Question

Everyone says MgO barriers filter by symmetry and that Δ1 states get through while the others die. Why should a symmetry label change a decay rate inside an insulator? And how do I get from the decay constant to the resistance-area product, say for CoFeB/MgO/CoFeB at RA = 5 Ω µm²?

Answer

Symmetry matters because it can force a wave function to have nodes in the plane of the barrier. Nodes cost lateral kinetic energy, and at fixed total energy that cost is paid by faster decay along z. RA then follows from summing the transmission over a small patch of k∥ around the zone centre. The picture goes back to Butler, Zhang, Schulthess and MacLaren (2001) and to Mathon and Umerski (2001).

Premises and conventions

z is the growth axis [001], the barrier fills 0 < z < t, m is the free-electron mass, and amplitudes decay as exp(−κz), so transmission decays as exp(−2κt).
(a) The stack is periodic in x, y on a square lattice of period a with point group C4v, so k∥ is conserved. For CoFeB this means the annealed, crystallised bcc (001) state.
(b) Transport is elastic, coherent and linear in bias, at the Fermi energy E.
(c) Spin-orbit coupling is neglected and the magnetisations are collinear, so each spin is a separate channel.

1. Decay constant of a laterally structured state

First let the barrier potential be independent of z, V = V(x,y). Try ψ = φ(x,y) exp(−κz), with φ a lateral Bloch function. Since ∂²/∂z² gives +κ², the Schrödinger equation becomes

−(ħ²/2m)(∂x² + ∂y²)φ + Vφ − (ħ²κ²/2m)φ = Eφ.

Multiply by φ*, integrate over a cell and divide by ⟨φ|φ⟩:

κ² = 2m(U − E)/ħ² + ⟨φ|−(∂x² + ∂y²)|φ⟩/⟨φ|φ⟩, with U = ⟨φ|V|φ⟩/⟨φ|φ⟩. (1)

Integrating by parts (the boundary terms cancel by Bloch periodicity), the last term is ∫|∇φ|²/∫|φ|² ≥ 0. Note two things. φ must be an eigenfunction of the lateral Hamiltonian H∥ = −(ħ²/2m)(∂x² + ∂y²) + V, with eigenvalue ε and κ² = 2m(ε − E)/ħ². And U is the same for all states only if V is flat.

For a flat barrier at k∥ = 0 the eigenfunctions are combinations of plane waves of equal |G|. With g = 2π/a and axes along the square lattice, the slowest member of each class is:
Δ1 (s, pz, d3z²−r²): φ = 1, lateral term 0
Δ5 (px, py, dxz, dyz): sin gx, sin gy, lateral term g²
Δ2 (dx²−y²): cos gx − cos gy, lateral term g²
Δ2′ (dxy): sin gx sin gy, lateral term 2g²
These are the Fe cube axes. The MgO cube is turned by 45°, which swaps the labels Δ2 and Δ2′.

2. Why the slowest state is Δ1

The smallest κ belongs to the smallest ε, the minimum of the functional ∫[(ħ²/2m)|∇φ|² + V|φ|²]/∫|φ|². For any Bloch φ, the function |φ| is periodic and |∇|φ|| ≤ |∇φ|, so replacing φ by |φ| never raises the functional. The minimum over all k∥ is therefore reached at k∥ = 0 by a non-negative function. A minimiser solves the eigenvalue equation, and a non-negative solution that touched zero would vanish identically, so it is positive everywhere. It is non-degenerate: with two independent real minimisers, some combination would vanish at a chosen point, and its modulus would be a minimiser touching zero. A point-group operation maps a non-degenerate real state to ± itself, and positivity selects +. So the slowest mode φ0 is nodeless and of Δ1 symmetry.

Higher Δ1 modes such as cos gx + cos gy have nodes and decay fast, so the label alone does not make a state slow. It acts as a selection rule: an incident Δ1 Bloch state may overlap φ0, whereas the overlap of a Δ5, Δ2 or Δ2′ state with φ0 is exactly zero at k∥ = 0.

3. What survives in a real crystal

With V(x,y,z) periodic, an evanescent state of real κ is ψ = exp(−κz)u, where u is periodic in z and of Bloch form in x, y. Then −(ħ²/2m)(∇²u − 2κ∂z u + κ²u) + Vu = Eu. Multiply by u* and integrate over a cell. The real part of ∫u*∂z u is ½∫∂z|u|² = 0, so for normalised u

κ² = 2m(⟨V⟩ − E)/ħ² + ∫(|∂x u|² + |∂y u|²) + ∫|∂z u|². (2)

The lateral penalty is still there, but ⟨V⟩ and the z term now depend on the state, and the proof of step 2 no longer applies. A band argument replaces it. In MgO the conduction edge Ec is s-like and the valence edge Ev is an O 2p triplet, both at Γ. Keep these four states, coupled by k·p elements H(s,j) = H(j,s) = P kj for j = x, y, z, and drop the diagonal k² terms, which makes the conduction and light-hole masses equal. The determinant is

det(H − E) = (Ev − E)²[(Ec − E)(Ev − E) − P²(kx² + ky² + kz²)].

Near Ec the bracket gives E − Ec = P²k²/Eg, so P² = ħ²Eg/2m*. Setting kz = iκ,

κ² = κ0² + k∥², κ0² = (2m*/ħ²)(Ec − E)(E − Ev)/Eg. (3)

At k∥ = 0, s couples only to pz, and both are Δ1. The Δ1 branch is a loop that returns to κ = 0 at both band edges. The px, py pair (Δ5) has no partner at Ec, so its branch starts from zero at Ev and can close only on a higher band. It is therefore still large at Ec, where Δ1 vanishes, so Δ1 is the slower at least in the upper part of the gap. Lower down, this model, whose Δ5 bands are flat, puts no number on Δ5.

4. Dependence on k∥

In the model of step 1, write φ = exp(ik∥·ρ)u, with ρ = (x, y). The Hamiltonian for u gains ħk∥·p/m + ħ²k∥²/2m. The first-order shift vanishes because φ0 is real, and second order lowers the ground state:

κ² = κ0² + γk∥², γ = 1 − (2/m) Σn |⟨n|px|0⟩|²/(εn − ε0).

Fourfold symmetry makes γ isotropic, and γ ≤ 1. The flat barrier and (3) both have γ = 1.

5. Transmission of one channel

Take envelopes exp(ik1 z) + ϱ exp(−ik1 z), then A exp(−κz) + B exp(κz), then τ exp(ik2(z − t)), with electrode mass m and barrier mass mb. Assume ψ and ψ′/mass continuous, which conserves current, and set s = κm/mb. At z = t:

A exp(−κt) = τ(1 − ik2/s)/2, B exp(κt) = τ(1 + ik2/s)/2,

so |B/A| = exp(−2κt). At z = 0, eliminating ϱ from 1 + ϱ = A + B and ik1(1 − ϱ) = −s(A − B):

2 = A(1 + is/k1) + B(1 − is/k1).

The two brackets have equal modulus, so dropping B changes T by a fraction of at most about 2exp(−2κt). Then |A|² = 4k1²/(k1² + s²), |τ|² = 4|A|² exp(−2κt) s²/(s² + k2²), and T = (k2/k1)|τ|² is

T = T0 exp(−2κt), T0 = 16 k1 k2 s²/[(k1² + s²)(k2² + s²)]. (4)

For equal electrodes, with r = k1/s, T0 = 16r²/(1 + r²)², at most 4, reached at r = 1. The form T0 exp(−2κt) holds for any interfaces once one evanescent mode dominates. The value of T0 and its cap belong to the step model, and interface resonances can exceed it.

6. The integral over k∥

The Landauer conductance per spin is G = (e²/h) Σ T(k∥), and an area S holds S/(2π)² states per unit area of k∥. With RA = S/G,

1/RA = (e²/h) ∫ d²k∥/(2π)² T0 exp(−2κ(k∥)t).

Expand κ ≈ κ0 + γk²/2κ0 and hold T0 at its zone-centre value. With d²k = π d(k²),

∫ d²k/(2π)² exp(−γk²t/κ0) = (1/4π) ∫ d(k²) exp(−γk²t/κ0) = κ0/(4πγt).

Extending the upper limit to infinity is harmless if the patch radius √(κ0/γt) is well inside the zone. Hence, per transmitting channel,

1/RA = (e²/h) T0 κ0 exp(−2κ0t)/(4πγt), (5)

and γ = 1 gives (e²/h) T0 κ0 exp(−2κ0t)/(4πt). It reads as one conductance quantum e²/h, times the transmission at the centre, times κ0/(4πγt) effective modes per unit area.

Two corrections are of order 1/(κ0t). Without expanding the root, k dk = κ dκ/γ gives (1/2πγ)∫κ exp(−2κt)dκ from κ0 to ∞, which is the factor in (5) times 1 + 1/(2κ0t). And if T0(k) ≈ T0(1 + bk²), the Gaussian mean ⟨k²⟩ = κ0/(γt) adds the fraction bκ0/(γt). In the symmetric step model with γ = 1, k1² = kF² − k² and κ² = κ0² + k² give d ln r/d(k²) = −(1/kF² + 1/κ0²)/2, while d ln T0/d ln r = 2(1 − r²)/(1 + r²), so

b = [(r² − 1)/(r² + 1)](1/kF² + 1/κ0²).

The spin enters through T0. Along [001] in bcc Fe and Co-Fe, only the majority spin has a Δ1 band at the Fermi energy, so (5) with one channel describes the parallel state. In the antiparallel state T0(0) = 0 for this mode. Off centre, Δ1 mixes with Δ5 linearly in k∥, so if the minority spin has a Δ5 band at E, then T0 ≈ ck² and (5) holds with T0 replaced by cκ0/(γt). The exponent is unchanged, and this path lets the ratio of parallel to antiparallel conductance grow only as t.

7. Range of validity

Equation (5) needs exp(−2κ0t) ≪ 1, and it is the leading term in 1/(κ0t), so its prefactor is good to tens of per cent for a nanometre barrier. It needs the k∥ patch small against π/a, a single real-κ branch over the patch, and a smooth T0 with no resonant hot spots. It needs k∥ conservation: grain boundaries, vacancies, boron in the oxide and pinholes open parallel paths. Thickness fluctuations of variance σ² raise the mean of exp(−2κ0t) by exp(2κ0²σ²) if Gaussian. Bias and temperature must be small against the inverse of d ln T/dE = −2t dκ0/dE. The flat-barrier table gives the logic of the filter and not the decay rates of MgO: it keeps the Δ5 rate above g at all energies below U, whereas the true Δ5 branch falls to zero at Ev.

8. Numbers for RA = 5 Ω µm², parallel state

Inputs. Gap Eg = 7.83 eV (measured, compiled value, Miglio 2020). Approximate: m* = 0.38 m, MgO lattice constant 0.421 nm (so a = 0.298 nm and one monolayer d = 0.2105 nm), majority kF = 10.9 nm⁻¹, γ = 1. I choose κ0 = 3.2 nm⁻¹ so that exp(2κ0d) = 3.8, the typical growth of RA per monolayer in thicker barriers. The exponent is therefore an input and tests nothing.

With ħ²/2m = 0.0381 eV nm², this κ0 is an apparent free-electron barrier of 0.39 eV. In (3) it corresponds to Ec − E = 1.2 eV, and the top of the loop, at midgap, is 4.4 nm⁻¹. The flat model's Δ5 rate is √(3.2² + 21.1²) = 21.3 nm⁻¹, a caricature for the reason given above.

The target is n = (h/e²)/RA = 25813 Ω/(5×10⁶ Ω nm²) = 5.16×10⁻³ nm⁻². With mb = m*, r = 10.9 × 0.38/3.2 = 1.294 and T0 = 3.7. Multiplying (5) through by 2κ0 gives 2κ0t exp(2κ0t) = T0κ0²/(2πn) = 1.17×10³, whose root (the Lambert W function) is 2κ0t = 5.38, so t = 0.84 nm.

Neglected terms at that thickness: 1/(2κ0t) = 0.19; b = 0.027 nm², so bκ0/t = 0.10; 2exp(−2κ0t) = 0.009; patch radius 2.0 nm⁻¹ against π/a = 10.5 nm⁻¹. Integrating the exact step transmission 4k1²s²/[4k1²s² + (k1² + s²)² sinh²κt] numerically over k∥ moves the root to t = 0.87 nm, or 4.1 monolayers. The matching rule matters more: mb = m gives r = 3.41, T0 = 1.2 and, from (5), t = 0.69 nm. From (3), d ln T/dE = 1.9 eV⁻¹ at 0.87 nm, so room temperature and read biases of tens of mV are safely small on the barrier side.

The image potential is not small. A charge midway between two metals sees images at ±jt with signs (−1)^j, and half the charge times their potential is −e² ln2/(4πε0ε∞t). The electronic ε∞ applies because the traversal time m*t/(ħκ0) = 0.9 fs is far below the LO period of 47 fs (710 cm⁻¹, compiled value, He 2014). With ε∞ = 2.96 (compiled value, Skone 2014) the shift is −0.39 eV at 0.87 nm, about a third of the 1.2 eV. So 1.2 eV is an effective height that has absorbed this and any defect effects, and should not be read as a band offset.

The sensitivity follows from (5): d ln RA/dt = 2κ0 + 1/t = 7.6 nm⁻¹ at 0.84 nm, and one added monolayer multiplies RA by 3.8 × (1 + d/t) = 4.8.

As typical knowledge and not as a measurement, junctions at this RA have about 0.9 to 1.0 nm of MgO. The model's 0.87 nm lies slightly below that and its 0.69 nm roughly 25 to 30 per cent below, while an ideal barrier with E at midgap (κ0 = 4.4 nm⁻¹, T0 = 4.0) gives the model thickness 0.68 nm, too thin by a similar margin and with too steep a slope.